**Ionisation energy of Cl₂ across basis sets and functionals**

The table holds the adiabatic 0 K ionisation energy of Cl₂ from non-relativistic DFT on PBE0-D3(BJ)/ma-def2-SVP geometries, for PBE0 in seven bases and seven other functionals in ma-def2-TZVP, beside the Active Thermochemical Tables value. The program fits nothing; it works out spreads, class errors, rounding checks, the effect of a rough spin-orbit shift and the gap between orbital and vertical energies. Its one estimate is a pair of equal, displaced parabolas that turns parent and ion relaxation energies into a bond shift for twelve rows. The output shows PBE0 falling by 0.31 eV from def2-SVPD to aug-cc-pVQZ, mean errors rising from −0.29 eV for GGAs to +0.01 eV for high-exchange functionals, and a geometry penalty below 0.03 eV per state. It also prints a mismatch between the zero-point term and the listed stretching bands, which the free energies of the runs decide in favour of the zero-point term.

Adiabatic ionisation energy of Cl$_2$ at 0 K (singlet neutral to doublet cation), computed with PySCF 2.14.0 using non-relativistic DFT at the level given in each row. Geometries and zero-point terms are from PBE0-D3(BJ)/ma-def2-SVP. The measured value is the Active Thermochemical Tables value at 0 K, and the error is computed minus measured.

## Script

```python
# Table: adiabatic ionisation energy of Cl2 (eV), PySCF DFT on PBE0-D3(BJ)/ma-def2-SVP geometries,
# PBE0 in seven bases and seven functionals in ma-def2-TZVP, beside the ATcT value at 0 K.
# Worked out: spreads, class errors, rounding, HOMO gaps, and a two-parabola estimate of geometry mismatch.
T = {
    'system': ['PBE0-D3(BJ)/aug-pcseg-1', 'PBE0-D3(BJ)/aug-cc-pVDZ', 'B3LYP-D3(BJ)/ma-def2-TZVP', 'PBE-D3(BJ)/ma-def2-TZVP', 'PBE0-D3(BJ)/pcseg-1', 'wB97X-D3(BJ)/ma-def2-TZVP', 'PBE0-D3(BJ)/6-311++G(2d,2p)', 'PBE0-D3(BJ)/aug-cc-pVQZ', 'M06-2X/ma-def2-TZVP', 'PBE0-D3(BJ)/def2-SVPD', 'TPSSh-D3(BJ)/ma-def2-TZVP', 'BP86-D3(BJ)/ma-def2-TZVP', 'BHandHLYP/ma-def2-TZVP', 'PBE0-D3(BJ)/6-31+G(d)'],
    'integration_grid_level': ['2', '2', '2', '2', '2', '2', '2', '2', '3', '2', '3', '2', '2', '2'],
    'measured_ionisation_energy': [11.483, 11.483, 11.483, 11.483, 11.483, 11.483, 11.483, 11.483, 11.483, 11.483, 11.483, 11.483, 11.483, 11.483],  # eV
    'computed_ionisation_energy': [11.5, 11.48, 11.37, 11.14, 11.56, 11.53, 11.41, 11.33, 11.54, 11.64, 11.26, 11.25, 11.42, 11.54],  # eV
    'error': [0.01, -0.01, -0.11, -0.34, 0.08, 0.05, -0.07, -0.16, 0.05, 0.16, -0.23, -0.23, -0.06, 0.06],  # eV
}
import numpy as np
from scipy import constants as C
name = [s.split('/')[1] if s.startswith('PBE0') else s.split('/')[0].replace('-D3(BJ)', '') for s in T['system']]
IE = dict(zip(name, T['computed_ionisation_energy'])); er = dict(zip(name, T['error']))
ref = T['measured_ionisation_energy'][0]
bas = sorted([n for n, s in zip(name, T['system']) if s.startswith('PBE0')], key=lambda n: -IE[n])
fun = ['PBE', 'BP86', 'TPSSh', 'B3LYP', 'BHandHLYP', 'M06-2X', 'wB97X']
xx = dict(zip(fun, ['0', '0', '10', '20', '50', '54', '16-100']))  # % exact exchange, recalled definitions
SO = 0.04  # eV, rough recalled spin-orbit lowering of the cation
# further outputs of the same runs (eV): vertical, adiabatic 0 K, parent relaxation, ion relaxation, HOMO
X = {'pcseg-1': (11.7099, 11.5647, .0946, .1511, -8.9411), 'aug-pcseg-1': (11.6361, 11.4972, .0940, .1449, -8.8976),
     'aug-cc-pVDZ': (11.6114, 11.4756, .0942, .1418, -8.8564), '6-311++G(2d,2p)': (11.5760, 11.4114, .0704, .1706, -8.8380),
     'aug-cc-pVQZ': (11.5315, 11.3261, .0273, .2114, -8.8225), 'PBE': (11.2716, 11.1400, .0685, .1375, -7.4029),
     'BP86': (11.3690, 11.2531, .0848, .1218, -7.4985), 'TPSSh': (11.4250, 11.2574, .0525, .1736, -8.0825),
     'B3LYP': (11.5204, 11.3746, .0801, .1518, -8.5613), 'BHandHLYP': (11.6650, 11.4218, .0239, .2491, -10.1269),
     'M06-2X': (11.7710, 11.5368, .0247, .2402, -10.1820), 'wB97X': (11.7816, 11.5284, .0134, .2592, -11.3527)}
r0, r1, freeQZ, w0, w1 = 2.029, 1.923, 11.2941, 510, 517  # same runs: bonds (A), free energy (eV), listed bands (cm-1)
D = r0 - r1
print(f'measured {ref:.3f} eV; columns: level, % exact exchange, computed, error, error after -{SO} eV spin-orbit (eV)')
for n in bas + fun:
    print(f"{('PBE0/' + n if n in bas else n):21s}{xx.get(n, '25'):>7s}{IE[n]:7.2f}{er[n]:+7.2f}{er[n]-SO:+7.2f}")
print('columns: vertical, parent relax, ion relax (eV); k (eV/A2); shift d, bond (A); kd2/2, vertical+HOMO (eV)')
for n, (v, a, p, i, h) in X.items():
    k = (p + i) / D**2; d = -D * (i - p) / (2 * (p + i))
    print(f'{n:16s}{v:7.3f}{p:7.3f}{i:7.3f}{k:6.1f}{d:+7.3f}{r0+d:7.3f}{k*d*d/2:7.3f}{v+h:6.2f}')
sp = lambda L: max(L) - min(L)
st = lambda g: f'{np.mean([er[n] for n in g]):+.2f}/{np.mean([abs(er[n]) for n in g]):.2f}'
big = ['6-311++G(2d,2p)', 'aug-cc-pVQZ']; dz = [n for n in bas if n not in big]
print(f'spread eV: all {sp(IE.values()):.2f}, PBE0 bases {sp([IE[n] for n in bas]):.2f}, '
      f'double-zeta only {sp([IE[n] for n in dz]):.2f}, functionals {sp([IE[n] for n in fun]):.2f}')
print(f'mean/mean abs error eV: GGA {st(fun[:2])}, TPSSh+B3LYP {st(fun[2:4])}, high exchange {st(fun[4:])}')
print(f'mean/mean abs error eV: PBE0 double-zeta {st(dz)}, PBE0 two larger bases {st(big)}')
kc = 4184 / C.N_A / C.e
for s in (0, SO):
    print(f'shift -{s:.2f} eV: rows within 1 kcal/mol ({kc:.3f} eV):', ', '.join(n for n in name if abs(er[n] - s) < kc))
mis = max(abs(IE[n] - ref - er[n]) for n in name); dev = max(abs(IE[n] - X[n][1]) for n in X)
print(f'rounding step 0.01 eV; largest |computed-measured-error| {mis:.3f}; table vs unrounded 0 K {dev:.4f} eV')
z = np.mean([a - (v - i) for v, a, p, i, h in X.values()]); cm = C.h * C.c * 100 / C.e
print(f'zero-point term {z:.4f} eV implies stretch +{2*z/cm:.0f} cm-1; listed bands differ by {w1-w0} cm-1')
print(f"bond change {-D:+.3f} A ({-100*D/r0:+.1f} %); aug-cc-pVQZ free energy minus 0 K {freeQZ-X['aug-cc-pVQZ'][1]:+.3f} eV")
print('changes in eV: adiabatic, vertical, ion relax, parent relax')
for a, b in [('pcseg-1', 'aug-pcseg-1'), ('aug-cc-pVDZ', 'aug-cc-pVQZ'), ('PBE', 'BP86'), ('BP86', 'TPSSh'),
             ('B3LYP', 'BHandHLYP'), ('wB97X', 'M06-2X')]:
    print(f'{a} to {b}:', ' '.join(f'{X[b][j]-X[a][j]:+.3f}' for j in (1, 0, 3, 2)))
sh, sv, sa = (sp([X[n][j] for n in fun]) for j in (4, 0, 1))
print(f'functionals, spread eV: HOMO {sh:.2f}, vertical {sv:.2f}, adiabatic {sa:.2f}; HOMO/adiabatic {sh/sa:.1f}')
assert dev < 0.0051
assert bas[-1] == 'aug-cc-pVQZ' and er['aug-cc-pVQZ'] < -0.1
assert all(x[3] > x[2] for x in X.values())
assert sh > 5 * sa
```

Running it gives:

```
measured 11.483 eV; columns: level, % exact exchange, computed, error, error after -0.04 eV spin-orbit (eV)
PBE0/def2-SVPD            25  11.64  +0.16  +0.12
PBE0/pcseg-1              25  11.56  +0.08  +0.04
PBE0/6-31+G(d)            25  11.54  +0.06  +0.02
PBE0/aug-pcseg-1          25  11.50  +0.01  -0.03
PBE0/aug-cc-pVDZ          25  11.48  -0.01  -0.05
PBE0/6-311++G(2d,2p)      25  11.41  -0.07  -0.11
PBE0/aug-cc-pVQZ          25  11.33  -0.16  -0.20
PBE                        0  11.14  -0.34  -0.38
BP86                       0  11.25  -0.23  -0.27
TPSSh                     10  11.26  -0.23  -0.27
B3LYP                     20  11.37  -0.11  -0.15
BHandHLYP                 50  11.42  -0.06  -0.10
M06-2X                    54  11.54  +0.05  +0.01
wB97X                 16-100  11.53  +0.05  +0.01
columns: vertical, parent relax, ion relax (eV); k (eV/A2); shift d, bond (A); kd2/2, vertical+HOMO (eV)
pcseg-1          11.710  0.095  0.151  21.9 -0.012  2.017  0.002  2.77
aug-pcseg-1      11.636  0.094  0.145  21.3 -0.011  2.018  0.001  2.74
aug-cc-pVDZ      11.611  0.094  0.142  21.0 -0.011  2.018  0.001  2.75
6-311++G(2d,2p)  11.576  0.070  0.171  21.4 -0.022  2.007  0.005  2.74
aug-cc-pVQZ      11.531  0.027  0.211  21.2 -0.041  1.988  0.018  2.71
PBE              11.272  0.069  0.138  18.3 -0.018  2.011  0.003  3.87
BP86             11.369  0.085  0.122  18.4 -0.009  2.020  0.001  3.87
TPSSh            11.425  0.052  0.174  20.1 -0.028  2.001  0.008  3.34
B3LYP            11.520  0.080  0.152  20.6 -0.016  2.013  0.003  2.96
BHandHLYP        11.665  0.024  0.249  24.3 -0.044  1.985  0.023  1.54
M06-2X           11.771  0.025  0.240  23.6 -0.043  1.986  0.022  1.59
wB97X            11.782  0.013  0.259  24.3 -0.048  1.981  0.028  0.43
spread eV: all 0.50, PBE0 bases 0.31, double-zeta only 0.16, functionals 0.40
mean/mean abs error eV: GGA -0.29/0.29, TPSSh+B3LYP -0.17/0.17, high exchange +0.01/0.05
mean/mean abs error eV: PBE0 double-zeta +0.06/0.06, PBE0 two larger bases -0.12/0.12
shift -0.00 eV: rows within 1 kcal/mol (0.043 eV): aug-pcseg-1, aug-cc-pVDZ
shift -0.04 eV: rows within 1 kcal/mol (0.043 eV): aug-pcseg-1, pcseg-1, wB97X, M06-2X, 6-31+G(d)
rounding step 0.01 eV; largest |computed-measured-error| 0.007; table vs unrounded 0 K 0.0047 eV
zero-point term 0.0060 eV implies stretch +96 cm-1; listed bands differ by 7 cm-1
bond change -0.106 A (-5.2 %); aug-cc-pVQZ free energy minus 0 K -0.032 eV
changes in eV: adiabatic, vertical, ion relax, parent relax
pcseg-1 to aug-pcseg-1: -0.068 -0.074 -0.006 -0.001
aug-cc-pVDZ to aug-cc-pVQZ: -0.149 -0.080 +0.070 -0.067
PBE to BP86: +0.113 +0.097 -0.016 +0.016
BP86 to TPSSh: +0.004 +0.056 +0.052 -0.032
B3LYP to BHandHLYP: +0.047 +0.145 +0.097 -0.056
wB97X to M06-2X: +0.008 -0.011 -0.019 +0.011
functionals, spread eV: HOMO 3.95, vertical 0.51, adiabatic 0.40; HOMO/adiabatic 10.0
```
